The energy needed to crowd one more electron into this parabolic dot is mostly classical charging, and the levels of the harmonic well have little say in it. In spin-polarised LDA the addition energy follows the inverse radius of a uniformly charged ball inside every open shell, and the bumps on top of it come from two smaller things: gaps between subshells that have shrunk well below the oscillator quantum $\omega$, and the cost of reversing the spin direction at half filling. The oscillator's magic number 20 is not even a local maximum.

Spin-polarised LDA (Slater exchange, PW92 correlation) from radks with Libxc for N electrons in a spherical dot, well ω²r²/2, ω = 0.0687 hartree*, in effective atomic units. Shells are m-averaged, numbered from 1 for each l, and filled by a greedy search that can miss a lower state. Chemical potential is E(N)−E(N−1), addition energy E(N+1)+E(N−1)−2E(N).

```
electrons  chemical potential (hartree*)  unpaired electrons  rms radius (bohr*)  highest eigenvalue (hartree*)  highest level  addition energy (hartree*)
        1                         0.1049                   1               4.761                         0.1755          1s up                         n/a
        2                         0.2632                   0               5.696                         0.3237          1s up                      0.1566
        3                         0.4198                   1               6.640                         0.4702          1p up                     0.09996
        4                         0.5198                   2               7.288                         0.5687          1p up                     0.09636
        5                         0.6161                   3               7.815                         0.6629          1p up                      0.1072
        6                         0.7233                   2               8.301                         0.7658        1p down                     0.08433
        7                         0.8077                   1               8.725                         0.8492        1p down                     0.08227
        8                         0.8900                   0               9.106                         0.9303          1p up                      0.1062
        9                         0.9962                   1               9.497                          1.034          1d up                     0.07463
       10                          1.071                   2               9.850                          1.108          1d up                     0.07307
       11                          1.144                   3               10.17                          1.180          1d up                     0.07152
       12                          1.215                   4               10.47                          1.251          1d up                     0.07004
       13                          1.285                   5               10.76                          1.320          1d up                     0.08001
       14                          1.365                   4               11.03                          1.399        1d down                     0.06589
       15                          1.431                   3               11.29                          1.464        1d down                     0.06491
       16                          1.496                   2               11.53                          1.528        1d down                     0.06394
       17                          1.560                   1               11.77                          1.592        1d down                     0.06297
       18                          1.623                   0               11.99                          1.654          1d up                     0.06967
       19                          1.693                   1               12.21                          1.724          2s up                     0.07041
       20                          1.763                   0               12.42                          1.794          2s up                     0.06213
       21                          1.825                   1               12.64                          1.855          1f up                     0.05837
       22                          1.884                   2               12.84                          1.913          1f up                     0.05769
       23                          1.941                   3               13.03                          1.970          1f up                     0.05702
       24                          1.998                   4               13.22                          2.027          1f up                     0.05638
       25                          2.055                   5               13.40                          2.083          1f up                     0.05576
       26                          2.111                   6               13.58                          2.138          1f up                     0.05515
       27                          2.166                   7               13.75                          2.193          1f up                     0.06315
       28                          2.229                   6               13.92                          2.256        1f down                     0.05344
       29                          2.282                   5               14.09                          2.309        1f down                     0.05296
       30                          2.335                   4               14.25                          2.362        1f down                     0.05249
       31                          2.388                   3               14.41                          2.414        1f down                         n/a
```

With $E(N)$ the total energy of $N$ electrons, the chemical potential is $\mu(N)=E(N)-E(N-1)$ and the addition energy is $\Delta(N)=\mu(N+1)-\mu(N)$. $M$ is the number of unpaired electrons. The highest-level column shows the filling 1s, 1p, 1d, 2s, 1f, up spins first; at $N=2$, 8, 18 and 20 the two spins are degenerate and "up" is only a label. Energies are in hartree\*, lengths in bohr\*.

The tempting reading takes the well at its word. Independent electrons in a harmonic potential fill shells spaced by $\omega$, with 1d and 2s degenerate, so $\Delta$ would be $\omega=0.0687$ at $N=2$, 8 and 20 and zero elsewhere, and the radius would creep up as $N^{1/6}$. The picture is exact for one electron, where $\tfrac32\omega=0.1031$ stands beside the computed 0.1049. It fails from then on. The 21 rows that are neither closed nor half filled have $\Delta$ between 0.100 and 0.052, and at $N=31$ the oscillator radius is half the computed one. A constant charging energy added to every row does not rescue it: the mean of those rows, 0.067, leaves an rms error of 0.014.

The second reading starts from the repulsion. At $N=23$ the calculation gives a Hartree energy 24 times the kinetic energy, so the electrons arrange themselves to cancel the force of the well. Inside a uniform ball of $N$ charges and radius $R$ the Coulomb push is $Nr/R^3$ and the pull of the well is $\omega^2 r$. They balance everywhere if $R=r_sN^{1/3}$ with $r_s=\omega^{-2/3}=5.96$, so the well fixes the density and added electrons only enlarge the ball. Repulsion ($0.6N^2/R$) and confinement ($0.3N^2/R$) add to

$$E=0.9\,\omega^{2/3}N^{5/3},\qquad \Delta\approx \frac{d^2E}{dN^2}=\omega^{2/3}N^{-1/3}=\frac1R .$$

Kinetic and exchange-correlation energy per electron are constant at fixed density, so they shift $\mu$ and drop out of $\Delta$. Nothing here is fitted. The rms radius $\sqrt{3/5}\,R$ is 1.4% above the table value at $N=8$ and 0.7% above at $N=31$, and a straight-line fit of log radius against $\log N$ for $N\ge 8$ has slope 0.337. With the uniform-gas kinetic and exchange energies and a rough recalled correlation energy of $-0.026$ per electron, $\mu(31)$ comes out as 2.384 against 2.388; at $N=1$, where no gas exists, the same recipe is 25% low. For the addition energy at $N=23$, $0.1677/23^{1/3}=0.0590$, against 0.0570 in the table.

The ball therefore carries the background, though it lies above all 21 in-shell rows: table over ball is 0.86 at $N=3$ and about 0.97 from $N=23$ on. A least-squares power law through these rows on logarithmic axes has exponent $-0.29$, not $-1/3$, with an rms residual of 0.0009. The spin term derived below accounts for part of the shortfall in the rows checked ($N=3$, 7, 23, 30): a third to two fifths if its strength $I$ is held fixed across neighbouring rows, and anything from a sixth to somewhat over half if $I$ falls as $1/N$, as the derivation requires. The rest may be the work of the soft surface, which weighs most in small dots, but that has not been tested. The ball also predicts no bumps at all, whereas $\Delta$ has local maxima at $N=5$, 8, 13, 19 and 27. To size them, the background at each closed or half-filled row was interpolated logarithmically between the nearest in-shell rows, so that no peak enters its own background; using the power law instead changes the excess by at most 0.0004.

The oscillator could still survive as a correction, a step of $\omega$ on the charging background at 2, 8 and 20. Row $N=8$ tests this. Its addition energy of 0.1062 stands 0.028 above the background, which is 0.41 of $\omega$. The reason follows from the ball itself. Its electrostatic potential inside is $\text{const}-Nr^2/2R^3=\text{const}-\omega^2r^2/2$, which cancels the parabola, so an electron moves in a flat-bottomed cavity with a wall near $R$. Gaps in a cavity scale as $1/R^2$ and shrink as the dot grows, and the order is 1s, 1p, 1d, 2s, 1f, as in the table. The Kohn-Sham levels show the shrunken gap: in the neighbouring $N=7$ run, averaged over spin, 1d lies 0.030 above 1p, close to the excess at $N=8$, and at $N=23$ the same gap is 0.0148, about half, where $1/R^2$ asks for 0.45. The cavity is only a sketch, however: a hard wall would put 2s nearer to 1d than to 1f, and in both runs it lies nearer to 1f. Across the closures the excess in units of $\omega$ is 0.59, 0.41, 0.12 and 0.04 for $N=2$, 8, 18 and 20, where the oscillator asks for 1, 1, 0 and 1. The value for $N=2$ is the softest, since its background is an extrapolation of the power law, and $\mu(2)-\mu(1)=0.1583$ shows that $N=1$ has a slightly larger addition energy than $N=2$.

No gap of the well explains $N=5$, 13 and 27, which lie in the middle of a shell. These rows have the largest $M$ of their shells: the next electron is the first that must enter with reversed spin. If a net spin lowers the energy by $IM^2/4$, with $I$ taken as equal in neighbouring rows, the second difference of that term is $-I/2$ wherever $M$ rises or falls steadily, and also at a closure, where $M$ runs 1, 0, 1. At a maximum $M_0$ it is $I(M_0-\tfrac12)$. Relative to the background, half filling thus shows an excess $IM_0$ and a closure shows only its gap. The fixed density supplies $I$. With polarisation $\zeta=M/N$ and $\varepsilon''$ the curvature in $\zeta$ of the exchange-correlation energy per electron, the gas gains $N\varepsilon''\zeta^2/2$, so $I=-2\varepsilon''/N$: a given spin is diluted over a volume proportional to $N$. The change of $I$ from row to row alters the half-filling excess by a few per cent at most.

For $N=13$ the estimate runs as follows. Exchange per electron at $r_s=5.96$ is $-0.0769$, and its curvature is $4/9$ of that, $-0.0342$. Correlation opposes polarisation with a stiffness of roughly $+0.018$, a recalled two-figure value. Then $\varepsilon''=-0.0162$, $IN\approx0.032$, and $IM_0=0.0323\times5/13=0.0124$. The table's 0.0800 lies 0.0122 above its background. No peak was used to fix $I$. The computed excess is 0.91 of the estimate at $N=5$, where three electrons out of five is a large polarisation for a quadratic formula, and 1.06 at $N=27$. The spin splitting of a level should equal $IM$, and the splittings of 1p at $N=7$ and 1f at $N=23$ give $IN=0.030$ and 0.034. Exchange alone would give 0.068, about twice too much. Correlation takes back roughly half of that, so a 10% error in the recalled stiffness would shift $I$ by about 11%. Together with the level splittings, the agreement supports the spin term as the source of the peaks. It is no test of LDA, whose functional contains this very stiffness, and the spherical averaging over $m$ removes the deformation, other symmetry breaking and multiplet structure that could roughen the smooth runs between the peaks.

The rows $N=18$ to 20 are where the sum of ball, gap and gas spin term is hardest to check row by row, and at $N=19$ the gas spin term fails. $N=19$ holds one 2s electron, so the estimate is $0.0323/19=0.0017$, while the excess is 0.0099, nearly six times as large. That lifts it above the 1d closure at $N=18$ (0.07041 against 0.06967). The two closures on either side fall short of the spin-averaged gaps in the $N=23$ run: 0.0080 against 0.0137 for 1d to 2s, and 0.0027 against 0.0049 for 2s to 1f. These gaps are borrowed from other occupations, though. Filling a level raises it against its neighbours, and at $N=23$ 2s is full and 1f holds three electrons, whereas each is empty at the closure below it, so the shortfall does not count against the rule that a closure shows its own gap. The total is sound, however. The three addition energies add to $\mu(21)-\mu(18)$, the step from the last 1d electron to the first 1f electron, so their excesses should add to the 1d–1f gap plus the spin term. They sum to 0.0206, and $0.0186+0.0017=0.0203$; since the gap belongs to $N=23$, the closeness is partly luck: scaled as $1/R^2$ to $N=19$ it becomes 0.0211 and the total 0.0228, an agreement to about 10%. What the oscillator would deliver as one step of 0.069 at $N=20$ arrives as 0.021 spread over three rows.

How the total is shared is a property of 2s. In the $N=23$ run its mean radius is 9.3 to 9.5, against about 13.2 for 1d and 13.9 for 1f. Compactness acts in two ways, not separated by any run shown here. The single spin at $N=19$ is confined to a small region instead of being diluted over the ball, so its $I$ exceeds the gas value, and two electrons in this orbital repel each other more than the ball average. A spin-unpolarised run would keep only the second part. Since the sum over the three rows is set by the step from 1d to 1f, a larger share at $N=19$ leaves less for $N=18$ and 20. The small step at $N=20$ deserves caution on its own. It is only three times the scatter of the background fit, and at $N=23$ the 2s down level lies just 0.0020 below 1f up. That order still favours the filling shown, since moving a little charge up from 2s into 1f raises the energy, but a greedy search does not by itself exclude a lower state with a whole electron moved, and none is listed here.

The gaps above are differences of levels within one run, and that restriction matters. The highest eigenvalue exceeds $\mu$ in every row, by 0.49 to 0.52 of $\Delta$ in the in-shell rows. By Janak's theorem the eigenvalue is the slope of the energy with occupation, and the LDA energy curves smoothly between integers where the exact one is piecewise linear, so the slope at $N$ lies half a second difference above $\mu(N)$. This is the self-interaction error, seen bare at $N=1$, where the eigenvalue is 0.1755, and it rules out reading eigenvalues as removal energies.

The same reasoning points to $N=34$, where 1f closes, as the next peak. At $N=23$ the 2p and 1g up levels lie at 1.9917 and 1.9921, about 0.022 above 1f up at 1.9700, so the expected excess is at most near 0.02, on a background near 0.05, and clearly less if the compact 2p fills first, since filling 1f raises it against an inner orbital. With 2p and 1g so close, their order, and with it the position of the following half-filling peaks, has to be found by trying both occupations.
